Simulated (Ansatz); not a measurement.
# A series in volume scale on CaMg

Free energy against uniform scaling of the volume at fixed shape and fractions; periodic cell, basis, potentials, k mesh and filling as listed. The results are calculated, by Ansatz 0.2.0.

The cell before it is scaled or strained (space group P4/mmm, No. 123):
```
cell vectors (Å)
   4.0274     0.0000     0.0000
   0.0000     4.0274     0.0000
   0.0000     0.0000     3.8616
atoms (fractions of the cell vectors)
Ca  0.00000  0.00000  0.50000
Mg  0.50000  0.50000  0.00000
```

Settings of every row: functional r2SCAN; dispersion none; potentials PAW; wave cutoff 557.83 eV; density cutoff 2231.3 eV; k mesh 6x6x6; k shift 0x0x0; occupations cold; smearing width 0.1 eV; spin none.

Limits: coarse k mesh, up to 40 meV an atom off; the cell comes from a prototype or a list of computed structures and needn't be the stable phase.

```
row  volume scale  V (Å³/atom)  pressure (GPa)  energy above lowest point (meV/atom)
  1          0.92       28.812            2.81                                  22.3
  2        0.9467       29.648            1.83                                  10.2
  3        0.9733       30.481            0.97                                     3
  4             1       31.317               ?                                     ?
  5        1.0267       32.154           -0.49                                   0.8
  6        1.0533       32.987           -1.09                                   4.9
  7          1.08       33.823           -1.63                                    12
```

Question: what pressure should row 4 give?

Worked fit of pressure. Take u = (V_r/V)^(2/3) − 1 with V_r = 31.318 Å³ an atom, which is twice the finite (Eulerian) strain; such expansions in the strain, on which the Birch-Murnaghan equation of state is built, carry the rest volume and the bulk modulus. The shown rows have u = 0.05718, 0.03721, 0.01822, -0.01741, -0.03402, -0.05001. Least squares give pressure = 0.196 + 40.79 × u + 85.8 × u² GPa; a straight line predicts inner rows, each left out in turn, worse (root mean square 0.092 against 0.0036 GPa). All shown rows lie on it to the printed digit. The pressure vanishes at u = -0.0049, or V = 31.55 Å³ an atom, and there the bulk modulus at fixed shape and fractions is B = −V dP/dV = (2/3)(1 + u) dP/du = 26.5 GPa. Letting shape and atoms relax would as a rule lower it, by much in layered, chain or molecular crystals. The withheld row has u = 2e-05, so the fit gives 0.196 + 40.79 × (2e-05) + 85.8 × (2e-05)² = 0.20 GPa.

The calculation gave 0.2 GPa. The fit meets it to the printed digit.

The other values of row 4: energy above lowest point 0 meV/atom.
